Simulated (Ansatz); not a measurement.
# Work function of Sr(110) films of 1 to 13 layers in PBE: a damped oscillation with thickness

A four-layer Sr film might be expected to resemble thick Sr more closely than a three-layer film does. For the (110) face the calculation gives the reverse: the work function lies 0.007 eV below the thick-film value at three layers and 0.031 eV below it at four. The question is how the thick-film value is approached, and why not steadily. The answer decides how thick a slab must be before its work function can stand for that of a crystal face. The work function Φ is the vacuum level less the Fermi level, calculated with PBE for unrelaxed slabs. Differences ΔΦ are taken from the 13-layer slab, at 2.593 eV.

## Method

Ansatz 0.2.0, plane-wave Kohn-Sham DFT with its default PAW datasets at a cutoff of 420 eV. Symmetric 1×1 slabs of 1 to 13 layers are cut at the tabulated measured lattice constant with atoms at bulk places and 18 Å of vacuum. In-plane k-spacing 0.15 Å⁻¹ (2π included), Fermi-Dirac smearing of 0.1 eV, dipole correction on. Spin-paired. Scalar-relativistic, no spin-orbit coupling. PBE. The crystal is fcc; the mesh is the same for all thicknesses of a face.

Notes on method and selection:

- Confinement between the two faces quantises the states along the normal, so values can oscillate with thickness.
- The atoms are not relaxed; free films of one to three layers would take another lattice constant.
- Runs in which the search for lower states was switched off are not listed.
- Work functions and vacuum levels are read from the electrostatic potential (Hartree and local ionic parts), which a warning of a rough exchange-correlation potential in thin density does not concern.
- Error sizes named in these notes are rules of thumb and were not measured on these runs.
- The default PAW datasets of this version of Ansatz are the set soft_2.
- Runs that did not converge, have known faults or may not be shown are not listed, and runs on Ansatz's PAW sets soft_1 and soft_2 are kept to separate tables.

Columns:

- layers: number of atomic layers.
- thickness (Å): distance between the outermost atomic planes.
- Φ (eV): work function: vacuum level outside the slab less the Fermi level.
- ΔΦ to thickest (eV): work function less that of the thickest slab of the same face.

## Results

```
member     layers  thickness (Å)  Φ (eV)  ΔΦ to thickest (eV)
1 layer    1       0.00           2.464   −0.12952
2 layers   2       2.15           2.613   0.01955
3 layers   3       4.30           2.587   −0.00654
4 layers   4       6.45           2.562   −0.03117
5 layers   5       8.60           2.604   0.01105
6 layers   6       10.75          2.595   0.00163
7 layers   7       12.90          2.586   −0.00710
8 layers   8       15.05          2.596   0.00267
10 layers  10      19.35          2.592   −0.00141
13 layers  13      25.80          2.593   0.00000
```

## Why the values move as they do

The monolayer lies 0.130 eV below the 13-layer slab. From two layers on, every tabulated film is within about 0.03 eV of it, and from six layers on within 0.008 eV. The approach alternates in sign, with low values at 1, 4 and 7 layers and high ones at 2, 5 and 8.

A free-electron film gives the simplest model.

1. An electron that crosses the film and returns gains a phase 2kd for each added layer of spacing d. Whenever this phase at the Fermi level grows by 2π, another standing wave becomes occupied, and the Fermi level swings once.

2. Sr has two valence electrons per atom, and on fcc (110) the volume per atom is 4√2 d³. Hence k_F d = (3π² × 2 / (4√2))^(1/3) ≈ 2.2, and one layer adds 2.2 / 3.14 = 0.70 of a turn.

3. Thickness changes only in whole layers, so 0.70 of a turn forward looks like 0.30 of a turn backward. The visible period is 1 / 0.30 = 3.3 layers. Real Sr bands are not free-electron bands, and the lows in the table suit a period of 3, which is used below.

4. The swing fades because electrons with different momenta along the surface fall out of step, and because the smearing of 0.1 eV blurs the Fermi level. The fading is simplified to a constant factor r per layer.

With the phase set so that a low falls at four layers, the model reads

ΔΦ(N) = −A r^(N−4) cos(2π(N−4)/3).

A is the depth at four layers. A and r are fitted; the period and the phase are chosen with the table in view.

## Testing the model

The two constants are fixed on the films of 4 and 7 layers, which are one period apart. The first gives A = 0.03117 eV. The second gives the fading over three layers, r³ = 0.00710 / 0.03117 = 0.228. The cube root is roughly r = 0.61, and r² is roughly 0.61 × 0.61 = 0.37. One or two layers past a low, the cosine is −0.5 and ΔΦ becomes positive.

- **5 layers:** 0.5 × 0.03117 × 0.61 = 0.0095 eV; the table has 0.0111 eV.
- **6 layers:** 0.5 × 0.03117 × 0.37 = 0.0058 eV; the table has 0.0016 eV.
- **8 layers:** 0.5 × 0.00710 × 0.61 = 0.0022 eV; the table has 0.0027 eV.
- **10 layers:** −0.00710 × 0.228 = −0.0016 eV; the table has −0.0014 eV.

All four signs are right. The mean miss is 0.0016 eV, against a mean scatter of 0.0038 eV of these four values about their own average. That advantage comes from the five-layer film: for 6, 8 and 10 layers alone, miss and scatter are both 0.0016 eV. Differences this small are also comparable with the usual numerical precision of such runs. The model thus describes the rhythm and the fading, but for the thicker films it predicts no better than a constant.

The 13-layer reference falls on a low of the same wave. The model puts its remaining offset at −0.00710 × 0.228 × 0.228 = −0.0004 eV, too small to alter the comparison.

## Exceptions

The model fails at two and three layers. Carried back to the monolayer it gives −0.03117 / 0.228 = −0.137 eV, close to the tabulated −0.130 eV. For two layers it gives 0.5 × 0.137 × 0.61 = 0.042 eV, which is too high by 0.042 − 0.020 = 0.022 eV. For three layers it gives 0.5 × 0.137 × 0.37 = 0.025 eV where the table has −0.007 eV, so even the sign is wrong.

Shifting the phase does not repair this. Three cosines a third of a turn apart add to zero, but the first three rows, with the fading divided out, add to −0.130 + 0.020 / 0.61 − 0.007 / 0.37 = −0.12 eV. No wave of this period and fading can therefore fit all three films, and the agreement for the monolayer alone carries little weight.

The assumption most likely at fault is that of two separate surfaces with a bulk-like interior between them. A monolayer has no interior, and in films of two or three layers every atom lies at or next to a surface. The surface dipole and the reflection phase can then change with each added layer, while the model keeps them fixed.

## Summary

From four to eight layers the work function swings about the thick-film value with a period near three layers, and the swing shrinks quickly. A slab of six or more layers, among those tabulated, gives the 13-layer value to within 0.008 eV. The rows for one to three layers describe films held at the bulk lattice constant, which free films would not keep.

The choice of functional matters more than thickness once the film has five layers. LDA usually gives a higher work function than PBE, by roughly 0.1 to 0.2 eV, while the tabulated films of five or more layers span only 2.604 − 2.586 = 0.018 eV. Convergence with thickness is therefore no measure of closeness to experiment.

[Logs are printed without paths, hosts, clocks, repeated set-up lines and the standing remarks that a program may print on its own settings, such as how far it seeks lower states.]
